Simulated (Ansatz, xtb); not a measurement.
## Relative energy of two isomers of C5H11BS

Structure a: `CB1CC[C@H](S)C1`, a singlet. Structure b: `CSB(C)C1CC1`, a singlet. Both are isolated molecules in the gas phase, relaxed with PBE0-D3(BJ)/def2-SVP, each in the lowest conformer that the search found.

a (Å):

```xyz
18

C    -2.4017   -1.7787   -1.3412
C    -1.0717    0.6851   -1.1156
C    -0.7654    1.5406    0.1189
C    -0.4913    0.5514    1.2575
C    -1.5017   -0.5819    1.0360
B    -1.6798   -0.6507   -0.5349
S     1.1700   -0.2187    1.1286
H    -3.4824   -1.5369   -1.3142
H    -2.1208   -1.8160   -2.4045
H    -2.3000   -2.7807   -0.8973
H    -0.1303    0.3725   -1.6092
H    -1.6632    1.1927   -1.8936
H    -1.6602    2.1273    0.3961
H     0.0535    2.2652   -0.0171
H    -0.5679    1.0205    2.2503
H     1.8854    0.9270    1.1570
H    -2.4918   -0.2493    1.4136
H    -1.2723   -1.5144    1.5745
```

b (Å):

```yaml
atoms:
  - { symbol: C, position_ang: [-0.7443, -1.2046, -0.7114] }
  - { symbol: C, position_ang: [2.4047, 1.4904, 0.5991] }
  - { symbol: C, position_ang: [-0.2016, 1.1284, 1.3783] }
  - { symbol: C, position_ang: [-0.5193, 2.6016, 1.6092] }
  - { symbol: C, position_ang: [0.0273, 1.7929, 2.7238] }
  - { symbol: B, position_ang: [1.0083, 0.7678, 0.4715] }
  - { symbol: S, position_ang: [0.9282, -0.5058, -0.7889] }
  - { symbol: H, position_ang: [-1.5043, -0.4359, -0.9054] }
  - { symbol: H, position_ang: [-0.9341, -1.6760, 0.2625] }
  - { symbol: H, position_ang: [-0.8104, -1.9726, -1.4933] }
  - { symbol: H, position_ang: [2.8910, 1.1649, 1.5358] }
  - { symbol: H, position_ang: [2.2947, 2.5851, 0.6733] }
  - { symbol: H, position_ang: [3.0987, 1.2706, -0.2252] }
  - { symbol: H, position_ang: [-1.0905, 0.4921, 1.3385] }
  - { symbol: H, position_ang: [0.1273, 3.3447, 1.1341] }
  - { symbol: H, position_ang: [-1.5755, 2.8823, 1.6342] }
  - { symbol: H, position_ang: [1.0602, 1.9688, 3.0365] }
  - { symbol: H, position_ang: [-0.6442, 1.5112, 3.5391] }
```

**Question.** Which of the two would you expect CCSD(T)/def2-SVP + ΔMP2/def2-TZVPP electronic energies to favour?

**Answer.** Too close to call at this level: CCSD(T)/def2-SVP + ΔMP2/def2-TZVPP gives E(b) − E(a) = −0.88 kcal/mol.

The same difference at several levels:

| level | geometry | E(b) − E(a) (kcal/mol) | departure from the last row (kcal/mol) | job, with rough time for the two |
| --- | --- | --- | --- | --- |
| GFN2-xTB | GFN2-xTB | +3.10 | +3.98 | optimisation, 0.47 s |
| HF/STO-3G | GFN2-xTB | +10.06 | +10.94 | single point, 0.44 s |
| r2SCAN-D4/def2-SVP | GFN2-xTB | −1.80 | −0.92 | single point, 4.6 s |
| PBE0-D3(BJ)/def2-SVP | PBE0-D3(BJ)/def2-SVP | −0.08 | +0.81 | optimisation, 60 s |
| HF/def2-SVP | PBE0-D3(BJ)/def2-SVP | +0.22 | +1.10 | part of the CCSD(T) run |
| MP2/def2-SVP | PBE0-D3(BJ)/def2-SVP | −0.68 | +0.21 | part of the CCSD(T) run |
| CCSD(T)/def2-SVP | PBE0-D3(BJ)/def2-SVP | −0.14 | +0.74 | single point |
| CCSD(T)/def2-SVP + ΔMP2/def2-TZVPP | PBE0-D3(BJ)/def2-SVP | −0.88 |  | single point, 1.7 min |

As drawn, b has 1 B–S, 1 C–H in place of 1 C–B, 1 S–H. Structure a has a 5-membered ring, b a 3-membered ring.

The largest departure from CCSD(T)/def2-SVP + ΔMP2/def2-TZVPP is that of HF/STO-3G, 10.94 kcal/mol. The last row adds to CCSD(T) the change of the MP2 difference between the two basis sets, here −0.74 kcal/mol.

With thermal terms from frequencies at re-optimised GFN2-xTB minima (ideal gas, soft modes damped towards free rotors, one conformer each, 298.15 K, 1 atm): the zero-point term adds +1.47 kcal/mol; ΔH is +0.93 and ΔG +0.08 kcal/mol.

The correlated steps freeze 11 core orbitals. Mirror images aren't counted in ΔG. Codes used: Ansatz 0.2.0, xtb 6.7.1; the last row on 4 threads of Arm Neoverse V1 on a shared host.

The near-degeneracy probably reflects two large effects that cancel. Isomer b pays for the strain of its cyclopropane ring, but it gains a B–S bond in which a sulfur lone pair can donate into boron's empty p orbital, and it exchanges a weak S–H bond for a stronger C–H bond. The cyclopropyl ring's bent C–C bonds may also donate to boron. In a, the thiol sulfur is attached to carbon and too far from boron for comparable stabilisation.

Hartree–Fock comes close to balance once the minimal basis is abandoned, so the STO-3G outlier points mainly to inadequate orbital flexibility, not missing correlation. Zero-point energy favours a, consistent with replacing a soft S–H stretch by a stiffer C–H stretch, while entropy favours the more flexible b, whose boron lies outside the ring, and nearly restores the balance. The results therefore support comparable thermodynamic stability, not a preferred isomer. They say nothing about interconversion, which would require extensive bond reorganisation and could be very slow despite the small energy difference.
